## A tension that gives a missing magnetic moment away

Whether Mn₂ZnAs₂ is struck off a list as an unstable metal, or computed again with magnetic moments, hangs on how one reads these five cells. Their band gap is zero and their formation energy is positive, which seems to settle the matter. The pressure tells the reader to wait. In every cell the crystal pulls inward with about 15 GPa or more (15 GPa is some 150,000 atmospheres), although the cells lie close to the measured volume.

Five unrelaxed cells of Mn₂ZnAs₂ (space group P-3m1), computed as single points with Ansatz 0.2.0: PBE, plane waves with generated PAW datasets, 420 eV cutoff, scalar-relativistic, without spin polarisation. Pressure is positive in compression, and a positive Bader charge means that electrons are lost.

```
cell  volume (Å³/atom)  shortest distance at Mn (Å)  pressure (GPa)  band gap on the mesh (0: none) (eV)  Bader charge of Mn (e)   k-mesh  largest force (eV/Å)  formation energy (eV/atom)
   1             18.64                        2.511           -14.6                                 0.00                    0.48  10x10x5                  1.91                       0.448
   2             19.47                        2.548           -16.3                                 0.00                    0.49    9x9x5                  1.96                       0.531
   3             19.49                        2.549           -16.8                                 0.00                    0.48    7x7x4                  2.01                       0.536
   4             19.50                        2.549           -16.6                                 0.00                    0.49    9x9x5                  1.98                       0.535
   5             19.92                        2.567           -17.5                                 0.00                    0.49    9x9x5                  2.02                       0.582
```

The pressure is counted positive in compression, so a negative value means that the crystal would shrink if it were released. The measured volume lies near 19 Å³ per atom. The smallest cell is already slightly below that, and it still pulls with 14.6 GPa. A sound calculation would have its point of rest somewhere near these volumes, with small pressures of either sign around it.

### How large an ordinary error would be

A crystal resists a change of volume like a stiff spring. If the calculation prefers a volume that differs from the true one by a fraction $\Delta V/V$, the pressure at the true volume is roughly

$$|P| \approx B\,\frac{\Delta V}{V},$$

where $B$ is the bulk modulus, the stiffness of the crystal against uniform squeezing. PBE volumes are typically off by a few per cent. Suppose that an error of 3 % were behind the smallest tension in the table. The crystal would then need

$$B \approx \frac{14.6\ \text{GPa}}{0.03} \approx 490\ \text{GPa},$$

which is more than the stiffness of diamond, roughly 440 GPa. A layered arsenide is far softer. Besides, PBE more often makes crystals too large than too small, and that error would show as a positive pressure.

The tension is also a real property of the computed state, because the energies confirm it. Stretching the crystal from the smallest to the largest cell against this tension takes 0.13 eV per atom. The formation energy rises by the same amount to within 3 %. Two separately evaluated results, stress and energy, thus agree that the computed crystal wants to be smaller.

### What the calculation left out

All five runs were made without spin polarisation: each orbital state holds equal numbers of up and down electrons, and the magnetic moment is zero by construction. For many compounds this is harmless. Manganese in an arsenide of this kind is formally Mn²⁺, with five d electrons, and a half-filled d shell is where the restriction does most damage.

Electrons of parallel spin avoid each other, and this exchange effect lowers their energy. Five d electrons gain most from this when each takes an orbital of its own, all with the same spin. The price is that some of them must occupy orbitals that are antibonding towards arsenic, which weakens the Mn–As bonds and lengthens them. A manganese atom with its full moment is therefore a large atom.

Without spin the gain from parallel alignment is lost. The electrons fill the lower, more strongly bonding part of the bands in pairs and leave more of the antibonding part empty. The bonds then want to be shorter, and a cell of the measured size feels too wide. The same reasoning lets a reader judge the other metal in the compound: zinc has a full d shell, hence no moment to lose, and leaving out spin does it no comparable harm.

The electronic structure gives a hint in the same direction. Stoner's criterion says that a metal becomes magnetic of its own accord when the density of states per atom, counted for both spins, multiplied by an exchange energy of very roughly 0.4 eV, exceeds one. For the second cell the product is about 2.4 if all states at the Fermi level are credited to manganese. (The output printed after this text counts the states of one spin only and therefore shows half of this value.) This is an upper estimate, and it concerns parallel moments only, but the criterion would still be met, though only narrowly, if just half of those states belonged to manganese.

### How far the crystal would shrink

To turn the tension into a volume one needs a curve that describes a solid under stretching. The Vinet equation of state is a common choice:

$$P = 3B_0\,\frac{1-x}{x^2}\,\exp\!\left[\tfrac{3}{2}(B'-1)(1-x)\right],\qquad x=\left(\frac{V}{V_0}\right)^{1/3}.$$

Here $V$ is the volume, $V_0$ the volume at rest, $B_0$ the bulk modulus there and $B'$ the rate at which the crystal stiffens under pressure. The constants $V_0$ and $B_0$ were fitted to all five cells, once with $B'=4$ and once with $B'=6$. Before the fit a small correction was made for the smearing of the electron occupations, which differs between the runs. It reduces the scatter among the three cells of nearly equal volume from 0.5 to about 0.1 GPa.

Both curves follow the five pressures to within 0.1 GPa, yet they place the rest volume 20 % and 16 % below the measured one. The cells span a narrow range, and the point of rest lies well outside it, so the result is a rough estimate: a sixth to a fifth of the volume for these two assumed values of $B'$. It holds for a crystal that shrinks uniformly, with its shape and the relative positions of its atoms kept; atoms free to follow their forces would change the figure. That is several times the usual error of PBE. The output printed after this text gives the details of both fits.

### What the missing moment does and does not explain

The numbers establish that the computed state is badly strained at the measured volume. That the absent moments are the main cause is an argument from the chemistry of manganese. The forces fit it: they reach about 2 eV/Å, and they drive the arsenic atoms towards the manganese layers and away from zinc.

Another cause may contribute. The database entry could have manganese and zinc on the wrong sites, and zinc does sit in a roomy hole, with arsenic at 2.83 Å. How much of the tension comes from this is untested. A spin-polarised run of the same cell, started with parallel and with opposed moments, would separate the two: if the tension largely disappears, the moments were the cause.

Until then the other columns have to be read as properties of the imposed state. The zero gap describes manganese without a moment, and the formation energy contains the strain of unrelaxed cells and lacks whatever energy the moments would gain. The Bader charge of manganese stays at 0.48 to 0.49 e throughout and gives no warning at all. The alarm comes from the pressure, set against the measured volume.

Numerical output:

```
Pressure and smearing:
  row  volume_A3  pressure_GPa  smearing_part_GPa  corrected_GPa
    1      18.64         -14.6             0.4274         -15.03
    2      19.47         -16.3             0.4401         -16.74
    3      19.49         -16.8          0.0002605          -16.8
    4       19.5         -16.6             0.2714         -16.87
    5      19.92         -17.5            0.02972         -17.53
Spread of pressure in rows 2 to 4, as computed, GPa: 0.5
Spread of pressure in rows 2 to 4, smearing part removed, GPa: 0.1313
Measured volume at least, A3 per atom: 18.97
Measured volume at most, A3 per atom: 19.22
Bulk modulus needed if the smallest tension came from a 3 % volume error, GPa: 486.7
fit of Pc on 5 rows: coefficient of 3*(1-(vol/s)**(1/3))/(vol/s)**(2/3)*exp(4.5*(1-(vol/s)**(1/3))) 115.2 +/- 0.1, s 15.35; rms 0.0259, worst 2 -0.0392, leave-one-out rms 0.0413
fit of Pc on 5 rows: coefficient of 3*(1-(vol/s)**(1/3))/(vol/s)**(2/3)*exp(7.5*(1-(vol/s)**(1/3))) 156.8 +/- 0.28, s 16; rms 0.0519, worst 5 0.0766, leave-one-out rms 0.169
Rest volume below measured volume, derivative 4, percent: 19.59
Rest volume below measured volume, derivative 6, percent: 16.2
Work of stretching from row 1 to row 5, eV per atom: 0.1305
Rise of formation energy from row 1 to row 5, eV per atom: 0.134
Density of states per Mn and spin if all belongs to Mn, row 2, per eV: 2.975
Rough upper Stoner product, row 2: 1.19
Fourth Mn-As distance in row 2, A: 2.635
Zn-As distance in row 2, A: 2.832
```
